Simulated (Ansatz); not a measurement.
A substitution series on C: F to Cl

On one C centre that keeps CH3, n of the F ligands are replaced by Cl. The atomisation energy (no zero-point term) y in kJ/mol at CCSD(T)/CBS estimate. Shapes, held fixed at every level: PBE0-D4/def2-TZVP. Programs: Ansatz 0.2.0.

| molecule | n | y (kJ/mol) |
| --- | --- | --- |
| C2H3F3 | 0 | 3182 |
| C2H3ClF2 | 1 | ? |
| C2H3Cl2F | 2 | 2843 |
| C2H3Cl3 | 3 | 2694 |

Task: Fit y = c + s·n to the known rows and predict C2H3ClF2.

Result: 
1. Means of the 3 rows: n = 1.66667, y = 2906.3.
2. Σ(Δn)² = 4.6667, Σ(Δn·Δy) = -763.67, so the slope is -763.67/4.6667 = -163.64.
3. Intercept: 2906.3 − (-163.64) × 1.66667 = 3179.0. The largest residual of the fit is 8.7.
4. C2H3ClF2: 3179.0 + (-163.64) × 1 = 3015 kJ/mol.

The run gave 3006 kJ/mol, so the prediction is off by +9 kJ/mol, about the scatter of the fit. The step per swap changes from -176 to -149 kJ/mol along the series, so a line misses the bend: the ligands act on one another. The slope is only an average step. Other levels give for C2H3ClF2: HF/def2-SVP 2162; r2SCAN-D4/def2-TZVPP 3032; CCSD/def2-TZVPP 2868 kJ/mol. Spin-orbit coupling of the free atoms (F 2, Cl 4 kJ/mol each; the atoms kept shift only the intercept) is left out. The CBS estimate extrapolates MP2 from def2-TZVPP and def2-QZVPP and adds CCSD(T) − MP2 in the triple-zeta set, cores frozen.

Each replacement of F by Cl lowers the atomisation energy, because a C–Cl bond is weaker than the C–F bond it replaces. Fluorine's compact 2p orbitals overlap well with carbon, and its high electronegativity adds a strong ionic contribution, whereas the more diffuse 3p orbitals of chlorine give a longer, less polar bond.

The loss shrinks from -176 to -149 kJ/mol, so the first swap, which breaks up the CF3 group, costs most. This suggests that geminal fluorines stabilise one another, probably through lone-pair donation into neighbouring C–F σ* orbitals and attraction to the increasingly positive carbon. Crowding among chlorines would by itself make the later swaps costlier, so it does not govern the curvature. The same curvature means that exchanging F and Cl between two C2H3ClF2 molecules to give C2H3F3 and C2H3Cl2F is favourable in electronic energy. The steps compare whole molecules and are not individual bond dissociation energies, which also depend on how the radical left behind is stabilised.
